## Results and discussion: band edges and layer coupling in SnSe₂

Each SnSe₂ layer is a sheet of tin between two sheets of selenium, and the layers stack along c. The columns point a, point b and point c give the crystal momentum as fractions of the reciprocal cell vectors. From top to bottom, the rows are Γ, M, halfway Γ–K, K, halfway K–H, L and H. Level under 1 is the highest filled level and level over 1 the lowest empty one, both counted from the valence top.

Kohn–Sham levels of bulk SnSe₂ (space group P-3m1, 3 atoms per cell) at points of a 6x6x4 k mesh, computed with ABINIT 10.8.3 using PBEsol without spin polarisation or spin-orbit coupling. The runs use JTH PAW PBE v2.0 datasets, a wave cutoff of 408.171 eV and Fermi-Dirac smearing of 0.05 eV. Energies are counted from the valence top.

```csv
point a (reciprocal cell vector),point b (reciprocal cell vector),point c (reciprocal cell vector),level under 4 (eV),level under 3 (eV),level under 2 (eV),level under 1 (eV),level over 1 (eV),level over 2 (eV)
0.0000,0.0000,0.0000,-0.699,-0.374,-0.374,0.000,1.005,2.844
0.5000,0.0000,0.0000,-2.934,-2.697,-1.224,-0.289,1.103,3.697
0.1667,0.1667,0.0000,-3.451,-1.427,-1.269,-0.144,2.176,4.911
0.3333,0.3333,0.0000,-3.741,-3.375,-1.542,-1.542,1.362,6.620
0.3333,0.3333,0.2500,-4.032,-3.575,-0.954,-0.954,1.896,5.546
0.5000,0.0000,0.5000,-2.531,-2.009,-0.845,-0.686,0.811,4.158
0.3333,0.3333,0.5000,-4.252,-3.756,-0.362,-0.362,2.521,4.660
```

### 1. Where do the filled levels end and the empty ones begin?

The highest filled level is at Γ. Among these seven points the lowest empty level is at L, 0.811 eV higher, while at Γ itself the step is 1.005 eV. The gap over the whole k mesh is 0.744 eV, so the deepest valley lies at yet another mesh point, slightly lower in energy than L. The gap is therefore indirect. In an n-type SnSe₂ channel the electrons gather in valleys away from Γ, and they need a phonon or a defect to recombine with holes at the valence top.

### 2. Why is there a gap at all, and what lies above it?

Counting electrons shows where a gap can open. Tin brings 14 valence electrons, including its 4d shell, and each selenium brings six, which makes 26 electrons in 13 filled bands. That is just the room offered by five Sn 4d, two Se 4s and six Se 4p orbitals. Tin 5s and 5p mix into the selenium bands, and the antibonding partners of that mixing are pushed up and left empty. The count allows a gap after the 13th band, and this push helps to open it.

The cell holds one tin atom and hence one 5s orbital, so a single antibonding Sn 5s–Se 4p band should come first, with the 5p bands above it. The levels agree with this picture. At these points the first empty band never rises above 2.521 eV, and the second never falls below 2.844 eV.

### 3. Why do some filled levels come in exact pairs?

Pairs appear at Γ, K, halfway K–H and H, and at none of the other three points. The four share a threefold axis: a turn by 120° leaves their crystal momentum unchanged. Under that turn a state is either unchanged or gains a phase of +120° or −120°. Inversion combined with time reversal also keeps the momentum but swaps the two phases, so these two states must have the same energy. At L, where the axis is absent, the two highest filled levels are 0.159 eV apart.

### 4. What does this tell us about the valence top?

The top level at Γ is single, so it belongs to the kind that the turn leaves unchanged. At Γ the in-plane Se 4p orbitals always gain a phase, which excludes them. Since the upper filled bands are mainly Se 4p, the valence top must come mainly from the Se 4p orbitals that point along c, towards the neighbouring layer. The pair 0.374 eV below it is of the in-plane kind.

A likely reason for this order, which these levels alone do not test, is that the orbitals along c meet those of the next layer with opposite sign. Such an antibonding contact would push the level up. The valence top would then respond to the spacing of the layers.

### 5. How strongly do the layers couple?

Moving from K to H changes only the phase between one layer and the next, from in step to out of step. The highest filled level rises by 1.180 eV on the way and the lowest empty level by 1.159 eV. Because they rise together, the vertical gap hardly changes. A look at that gap alone would suggest isolated layers, whereas the levels themselves show strong coupling.

A simple model makes the link. If each layer couples only to its two neighbours and a level does not mix with others, it follows E = E₀ + 2t cos φ, where E₀ is its energy without coupling, t is the coupling and φ is the phase from layer to layer. At K φ is 0°, at H it is 180°, and halfway it is 90°, where the cosine vanishes. The halfway level should then be the mean of the two ends.

For the highest filled level this gives (−1.542 − 0.362)/2 = −0.952 eV. The calculation has −0.954 eV at the halfway point, which was not used in the estimate. For the lowest empty level the same mean is about 0.05 eV too high, so that band needs more than a nearest-layer cosine. The test is a mild one, since any curve that is antisymmetric about its midpoint would pass it.

The coupling matters for thin films. From M to L the lowest empty level drops by 0.292 eV, and a single layer, with no neighbour to be in or out of step with, has no such drop. The band edges of a channel a few layers thick will therefore differ from those of the bulk, and they will depend on the number of layers.

### 6. What would change if sulfur replaced selenium?

The electron count and the symmetry would stay the same in SnS₂ with this structure. There would again be 13 filled bands, one antibonding Sn 5s band above them, and pairs at the same four points. The energies would shift, because sulfur 3p electrons are bound more tightly than selenium 4p electrons. The filled bands then lie deeper relative to the tin levels, and the shorter Sn–S bonds push the antibonding band further up. Both widen the gap. This follows from general chemistry rather than from the levels shown here.

### 7. Which digits can be trusted?

All rows come from one calculation, so differences between points are meaningful within it to the last digits printed. As statements about the material they are much coarser. Spin-orbit coupling is left out; it can split the selenium pairs by tenths of an eV, which is comparable with the distance between the pair at Γ and the valence top. The exact pairs of question 3 thus belong to a description without it.

Four more limits bear on the gap. The selenium atoms still feel forces of about 0.6 eV/Å along c, so their height is not relaxed. Relaxing it would change both the Sn–Se bonds and the space between the layers, so both band edges can move. The true band edges may lie between the points of the k mesh, and both the mesh and the wave cutoff are usual working settings, not converged limits. PBEsol also normally makes gaps too small. Finally, the atoms are held still, whereas in a real crystal their vibrations shift the band edges, even at absolute zero. The value of 0.744 eV is best read as "about 0.7 eV for this functional, this k mesh and this unrelaxed structure", and the order of the lowest empty levels at L, Γ and M, which follow each other in steps of 0.1 to 0.2 eV, as provisional. The electron count stands on firmer ground. So does a shift of roughly 1 eV between K and H, though its exact size also depends on the selenium height.
